\subsection*{Nonlinear sigma model for weakly disordered n-GaAs}

\paragraph{Result.} Take non-interacting electrons of one spin direction, with density of states $\nu$ per volume, energy and spin, broken time reversal (unitary class), and a Gaussian potential
\begin{equation}
\langle U(\mathbf r)U(\mathbf r')\rangle=\gamma\,\delta(\mathbf r-\mathbf r'),\qquad \gamma=\frac{\hbar}{2\pi\nu\tau}.
\end{equation}
For $k_F\ell\gg1$ ($\ell=v_F\tau$), $q\ell\ll1$ and $\omega\tau\ll1$, averages of $G^R(E+\hbar\omega/2)\,G^A(E-\hbar\omega/2)$ follow from the weight $e^{-S}$ with
\begin{equation}
S=\frac{\pi\nu\hbar}{4}\int d^dr\,\mathrm{Str}\left[-D(\nabla Q)^2-2i\omega\Lambda Q\right],\qquad Q^2=1,\qquad D=\frac{v_F^2\tau}{d}.
\end{equation}
$Q$ is a $4\times4$ supermatrix in retarded--advanced (R, A) and boson--fermion space, $\Lambda=\pm1$ on R and A, and $\mathrm{Str}$ is the boson trace minus the fermion trace. The Gaussian modes are diffusons $1/(Dq^2-i\omega)$.

\paragraph{Problem.} An isolated n-GaAs cube of edge $L=2\,\mu$m has donor density $10^{24}\,\mathrm{m^{-3}}$, assumed uncompensated and fully ionised, so $n=10^{24}\,\mathrm{m^{-3}}$; the gas is degenerate. Compiled values: $m=0.067\,m_e$ and $E_g=1.519$ eV (Vurgaftman 2001), $\varepsilon_r=12.87$ (300 K; Rakita 2019). Assume a parabolic band, conserved spin, the typical mobility $\mu=0.25\,\mathrm{m^2V^{-1}s^{-1}}$, $B=0.02$ T and $\omega/2\pi=1$ GHz. Find (a) $\gamma$ and the class, (b) the coefficients of $S$, (c) the lowest non-uniform diffuson and its fluctuation.

\paragraph{Why the action holds.} With supervectors $\psi$, and $\bar\psi$ equal to $\psi^\dagger$ with the advanced boson sign reversed for convergence, the weight is $\exp\{i\int\bar\psi(E-H_0-U+\hbar\omega\Lambda/2)\psi\}$. Averaging over $U$ gives $\exp\{-\frac{\gamma}{2}\int(\bar\psi\psi)^2\}$, and $(\bar\psi\psi)^2=\mathrm{Str}(\psi\bar\psi)^2$. Completing the square gives the Hubbard--Stratonovich identity
\begin{equation}
e^{-\frac{\gamma}{2}\mathrm{Str}(\psi\bar\psi)^2}=\int dQ\,\exp\left[\frac{\pi\nu\hbar}{4\tau}\mathrm{Str}\,Q^2-\frac{\hbar}{2\tau}\bar\psi Q\psi\right],
\end{equation}
on a contour that starts along imaginary boson and real fermion eigenvalues. Integrating out $\psi$,
\begin{equation}
S=-\frac{\pi\nu\hbar}{4\tau}\int\mathrm{Str}\,Q^2+\mathrm{Str}\ln G^{-1},\qquad G^{-1}=E-H_0+\frac{\hbar\omega}{2}\Lambda+\frac{i\hbar}{2\tau}Q .
\end{equation}
Stationarity requires $Q=(i/\pi\nu)G(\mathbf r,\mathbf r)$. For constant $\nu$, $\nu\int d\xi\,(-\xi\pm i\hbar/2\tau)^{-1}=\mp i\pi\nu$, so $Q=\Lambda$ solves it, and at $\omega=0$ so does every uniform $Q=T^{-1}\Lambda T$.

Set $Q=\Lambda+\delta Q$. The second-order action is $-\frac{\pi\nu\hbar}{4\tau}\mathrm{Str}\,\delta Q^2+\frac{\hbar^2}{8\tau^2}\mathrm{Str}\,G\,\delta Q\,G\,\delta Q$. In the RR and AA blocks both poles lie on one side, the $\xi$ integral vanishes, and the modes keep a mass $1/\tau$. In the RA blocks, averaging over directions of $\mathbf v$,
\begin{equation}
\int\!\frac{d^dp}{(2\pi)^d}\,G^R_{\mathbf p+\mathbf q/2}G^A_{\mathbf p-\mathbf q/2}
=\frac{2\pi\nu\tau}{\hbar}\left\langle\frac{1}{1-i\omega\tau+i\tau\mathbf v\cdot\mathbf q}\right\rangle
\simeq\frac{2\pi\nu\tau}{\hbar}\left(1+i\omega\tau-Dq^2\tau\right).
\end{equation}
The 1 cancels the mass, leaving $-\frac{\pi\nu\hbar}{4}(Dq^2-i\omega)\,\mathrm{Str}\,\delta Q_{\mathbf q}\delta Q_{-\mathbf q}$. Invariance under uniform rotations extends the $q^2$ part to $-D\,\mathrm{Str}(\nabla Q)^2$ on the whole manifold. First order in $\omega$ gives $\frac{\hbar\omega}{2}\mathrm{Str}\,\Lambda G=-\frac{i\pi\nu\hbar\omega}{2}\mathrm{Str}\,\Lambda Q$. With $Q=\Lambda e^{W}$ and $W\Lambda=-\Lambda W$, the boson block has $W_{RA}=b$, $W_{AR}=b^*$. For mode functions normalised over the volume,
\begin{equation}
S_2=\frac{\pi\nu\hbar}{2}\sum_{\mathbf q}(Dq^2-i\omega)|b_{\mathbf q}|^2,\qquad
\langle|b_{\mathbf q}|^2\rangle=\frac{2}{\pi\nu\hbar\,(Dq^2-i\omega)} .
\end{equation}

\paragraph{Solution.} Unrounded values are carried forward.

(a) With two spin directions and $d=3$,
\begin{align}
k_F&=(3\pi^2n)^{1/3}=3.09\times10^{8}\,\mathrm{m^{-1}}, & v_F&=\hbar k_F/m=5.35\times10^{5}\,\mathrm{m\,s^{-1}},\\
E_F&=\hbar^2k_F^2/2m=54.4\,\mathrm{meV}, & \nu&=\frac{mk_F}{2\pi^2\hbar^2}=8.60\times10^{43}\,\mathrm{J^{-1}m^{-3}},\\
\tau&=m\mu/e=9.52\times10^{-14}\,\mathrm{s}, & \ell&=v_F\tau=50.9\,\mathrm{nm}.
\end{align}
Then $k_F\ell=15.7$, $\hbar/2\tau=3.46$ meV, $\omega\tau=6.0\times10^{-4}$, and
\begin{equation}
\gamma=2.0\times10^{-66}\,\mathrm{J^2\,m^3},\qquad D=v_F\ell/3=9.1\times10^{-3}\,\mathrm{m^2s^{-1}}.
\end{equation}
The magnetic length is $\ell_B=\sqrt{\hbar/eB}=181\,\mathrm{nm}>\ell$. Cooperons, the modes pairing time-reversed paths, carry charge $2e$; their lowest bulk Landau level is $2D/\ell_B^2=5.5\times10^{11}\,\mathrm{s^{-1}}$, which is 25 times the rate $Dq_1^2$ found in (c). The slow modes are therefore unitary, while $\omega_c\tau=\mu B=0.005$ leaves $D$ unchanged.

(b) Writing $S=\int d^3r\,\mathrm{Str}[-K(\nabla Q)^2-i\omega M\Lambda Q]$,
\begin{equation}
K=\frac{\pi\nu\hbar D}{4}=6.5\times10^{7}\,\mathrm{m^{-1}},\qquad
M=\frac{\pi\nu\hbar}{2}=1.4\times10^{10}\,\mathrm{s\,m^{-3}}.
\end{equation}
Since $\sigma=2e^2\nu D=ne\mu=4.0\times10^{4}\,\mathrm{S\,m^{-1}}$, the stiffness is $K=\pi\hbar\sigma/8e^2$, independent of $m$ at given $\mu$.

(c) No current leaves the cube, so the modes are cosines and the lowest non-uniform ones (three) have $q_1=\pi/L$:
\begin{equation}
Dq_1^2=2.2\times10^{10}\,\mathrm{s^{-1}},\qquad \hbar Dq_1^2=15\,\mu\mathrm{eV},\qquad
\frac{1}{Dq_1^2-i\omega}=43\,\mathrm{ps}\times e^{0.27\,i}.
\end{equation}
The frequency term balances the gradient term at $\sqrt{D/\omega}=1.2\,\mu$m. The exact angular average at $\omega=0$ is $\arctan(q\ell)/q\ell$, so the neglected gradient term has relative size $\frac35(q_1\ell)^2=0.004$. The level spacing per spin is $\Delta=1/\nu L^3=9.1$ neV, and the uniform mode has $S_0=-(i\pi\hbar\omega/2\Delta)\,\mathrm{Str}\,\Lambda Q$. With the conductance per spin $g=\sigma L/(2e^2/h)=2\pi\hbar\nu DL=1.0\times10^{3}$, each lowest mode adds to the volume-averaged static $\langle|b(\mathbf r)|^2\rangle$
\begin{equation}
\frac{2\Delta}{\pi\hbar Dq_1^2}=\frac{4}{\pi^2g}=3.9\times10^{-4}.
\end{equation}
The integral over all modes up to $q=1/\ell$ gives $6/[\pi(k_F\ell)^2]\approx8\times10^{-3}$, whose prefactor depends on this cutoff. The Gaussian approximation holds for the non-uniform modes.

\paragraph{Limits of the model.} Screened donors are not white noise. The Thomas--Fermi wave number $\kappa=(2e^2\nu/\varepsilon_r\varepsilon_0)^{1/2}=1.97\times10^{8}\,\mathrm{m^{-1}}$ gives $s=(2k_F/\kappa)^2=9.88$, and Born scattering from this potential gives
\begin{equation}
\frac{\tau_{\rm tr}}{\tau_q}=\frac{s^2}{2(1+s)\left[\ln(1+s)-s/(1+s)\right]}=3.0 .
\end{equation}
The action keeps its form with the transport time $\tau_{\rm tr}$ in $D$, which is the time that $\mu$ supplies. The single-particle lifetime $\tau_q$ is three times shorter, $k_Fv_F\tau_q=5.2$, so $\gamma$ and $\hbar/2\tau$ describe an equivalent white noise only.

In the two-band estimate $E(1+E/E_g)=\hbar^2k^2/2m$ the mass at $E_F$ is larger by $2E_F/E_g\approx7\%$. This raises $\nu$ and $M$ and lowers $D$, leaving $K$ and $g$ fixed.

The spin diffusion length, typically of order $1\,\mu$m at this doping, is comparable to $L$. Beyond it the two spin copies lock together and $\nu\to2\nu$, which doubles $K$ and $M$, halves $\Delta$ and leaves the pole in place.

Coulomb forces neutralise net charge far faster than diffusion: $\varepsilon_r\varepsilon_0/\sigma=2.8$ fs lies below $\tau$, so charge performs damped plasma oscillations. The 43 ps belongs to single-particle propagation at fixed energy.

All numbers are the model's; $\mu$ was chosen to reproduce the typical conductivity of GaAs at this doping, which fixes $K$ and $g$.